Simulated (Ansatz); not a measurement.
## Y: the change of energy less free atoms with volume scale

Periodic Kohn-Sham DFT of a crystal at fixed atoms, scaled to volume_scale times the given cell; pressure positive in compression, energy less spherical unpolarised free atoms, largest_vzz the field gradient of largest size among the nuclei. The results are calculated, by Ansatz 0.2.0.

The cell before it is scaled or strained (space group Fm-3m, No. 225):
```
Y
1.0
      0.0000     2.4850     2.4850
      2.4850     0.0000     2.4850
      2.4850     2.4850     0.0000
Y
1
Direct
  0.00000 0.00000 0.00000
```

Settings of every row: method all-electron LAPW; functional LDA; relativity scalar; k mesh 13x13x13; filling fermi-dirac; smearing width 0.05 eV; basis error target 1 meV/atom; nucleus gaussian.

Atom start moment: 0 on all atoms.

| row | volume scale | V (Å³/atom) | energy less free atoms (eV/atom) | pressure (GPa) |
| --- | --- | --- | --- | --- |
| 1 | 0.94 | 28.849 | -5.1112 | 0.991 |
| 2 | 0.96 | 29.463 | ? | ? |
| 3 | 0.98 | 30.077 | -5.1113 | -0.907 |
| 4 | 0.99 | 30.384 | -5.1092 | -1.331 |
| 5 | 1 | 30.691 | -5.1062 | -1.737 |
| 6 | 1.01 | 30.998 | -5.1025 | -2.125 |
| 7 | 1.02 | 31.305 | -5.0981 | -2.497 |
| 8 | 1.04 | 31.919 | -5.0872 | -3.195 |
| 9 | 1.06 | 32.532 | -5.0737 | -3.834 |

Question: what energy less free atoms should row 2 give?

Worked fit of energy less free atoms. Take u = (V_r/V)^(2/3) − 1 with V_r = 30.845 Å³ an atom, which is twice the finite (Eulerian) strain; such expansions in the strain, on which the Birch-Murnaghan equation of state is built, carry the rest volume and the bulk modulus. The shown rows have u = 0.04561, 0.01695, 0.01009, 0.00334, -0.00329, -0.00982, -0.02256, -0.03488. Least squares give energy less free atoms = −5.10446 − 0.5579 × u + 9.157 × u² − 3.6 × u³ eV/atom; a parabola predicts inner rows, each left out in turn, worse (root mean square 6.1e-05 against 3.5e-05 eV/atom). All shown rows lie on it to the printed digit. Its lowest point lies at u = 0.0310, or V = 29.46 Å³ an atom, and the curvature there gives the bulk modulus at fixed shape and fractions, B = (4/9)(1 + u)² E″(u)/V = 45.3 GPa. The withheld row has u = 0.03103, so the fit gives −5.10446 − 0.5579 × (0.03103) + 9.157 × (0.03103)² − 3.6 × (0.03103)³ = -5.1131 eV/atom.

The calculation gave -5.1131 eV/atom. The fit meets it to the printed digit.

The other values of row 2: pressure 0 GPa.
